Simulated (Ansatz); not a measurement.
A series in volume scale on TiH

Results calculated with Ansatz 0.2.0, not measured. Free energy against uniform scaling of the volume at fixed shape and fractions; periodic cell, basis, potentials, k mesh and filling as listed.

The cell before it is scaled or strained (space group Fm-3m, No. 225):
```
cell vectors (Å)
   0.0000     2.0897     2.0897
   2.0897     0.0000     2.0897
   2.0897     2.0897     0.0000
atoms (fractions of the cell vectors)
Ti  0.00000  0.00000  0.00000
H   0.50000  0.50000  0.50000
```

Settings of every row: functional PBEsol; dispersion none; potentials all-electron LAPW; k mesh 12x12x12; k shift 0x0x0; occupations fermi dirac; smearing width 0.05 eV; spin none.

Limits: coarse k mesh, up to 40 meV an atom off; the cell comes from a prototype or a list of computed structures and needn't be the stable phase.

```
row  volume scale  V (Å³/atom)  energy above lowest point (meV/atom)
  1          0.94        8.578                                   5.7
  2          0.97        8.852                                     0
  3             1        9.125                                   2.5
  4          1.03        9.399                                  12.1
  5          1.06        9.673                                     ?
```

Question: what energy above lowest point should row 5 give?

Worked fit of energy above lowest point. Take u = (V_r/V)^(2/3) − 1 with V_r = 8.9885 Å³ an atom, which is twice the finite (Eulerian) strain; such expansions in the strain, on which the Birch-Murnaghan equation of state is built, carry the rest volume and the bulk modulus. The shown rows have u = 0.03165, 0.01025, -0.01, -0.02933. Least squares give energy above lowest point = 0.3 − 126.6 × u + 9392 × u² meV/atom; a straight line predicts inner rows, each left out in turn, worse (root mean square 5.5 against 0.019 meV/atom). All shown rows lie on it to the printed digit. Its lowest point lies at u = 0.0067, or V = 8.898 Å³ an atom, and the curvature there gives the bulk modulus at fixed shape and fractions, B = (4/9)(1 + u)² E″(u)/V = 152 GPa. The withheld row has u = -0.04775, so the fit gives 0.3 − 126.6 × (-0.04775) + 9392 × (-0.04775)² = 27.8 meV/atom.

The calculation gave 27.7 meV/atom. The fit lies 0.1 meV/atom (0.36 % of the column's range) above it, one unit of the last digit. This row lies beyond the range of the fit.
